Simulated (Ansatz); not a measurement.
# Si: energy above lowest point against volume scale

Results calculated with Ansatz 0.2.0, not measured. Free energy against uniform scaling of the volume at fixed shape and fractions; periodic cell, basis, potentials, k mesh and filling as listed.

The cell before it is scaled or strained (space group P6/mmm, No. 191):
```
cell vectors (Å)
   2.5270     0.0000     0.0000
  -1.2635     2.1884     0.0000
   0.0000     0.0000     2.3730
atoms (fractions of the cell vectors)
Si  0.00000  0.00000  0.00000
```

Settings of every row: functional LDA; dispersion none; potentials all-electron LAPW; k mesh 13x13x12; k shift 0x0x0; occupations gaussian; smearing width 0.15 eV; spin none; basis error target 0.002 eV/atom.

Limits: coarse k mesh, up to 40 meV an atom off; minimum outside the range.

```csv
row,volume scale,V (Å³/atom),energy above lowest point (meV/atom)
1,0.94,12.336,154.7
2,0.96,12.598,?
3,0.98,12.86,78.7
4,1,13.123,50.8
5,1.02,13.385,28.8
6,1.04,13.648,12
7,1.06,13.91,0
```

Question: what energy above lowest point should row 2 give?

Worked fit of energy above lowest point. Take u = (V_r/V)^(2/3) − 1 with V_r = 13.254 Å³ an atom, which is twice the finite (Eulerian) strain; such expansions in the strain, on which the Birch-Murnaghan equation of state is built, carry the rest volume and the bulk modulus. The shown rows have u = 0.04902, 0.02032, 0.00664, -0.00654, -0.01934, -0.03169. Least squares give energy above lowest point = 39.11 + 1665.9 × u + 13817 × u² + 6185 × u³ meV/atom; a parabola predicts inner rows, each left out in turn, worse (root mean square 0.13 against 0.035 meV/atom). All shown rows lie on it to the printed digit. The withheld row has u = 0.03442, so the fit gives 39.11 + 1665.9 × (0.03442) + 13817 × (0.03442)² + 6185 × (0.03442)³ = 113.1 meV/atom.

The calculation gave 113.1 meV/atom. The fit meets it to the printed digit.
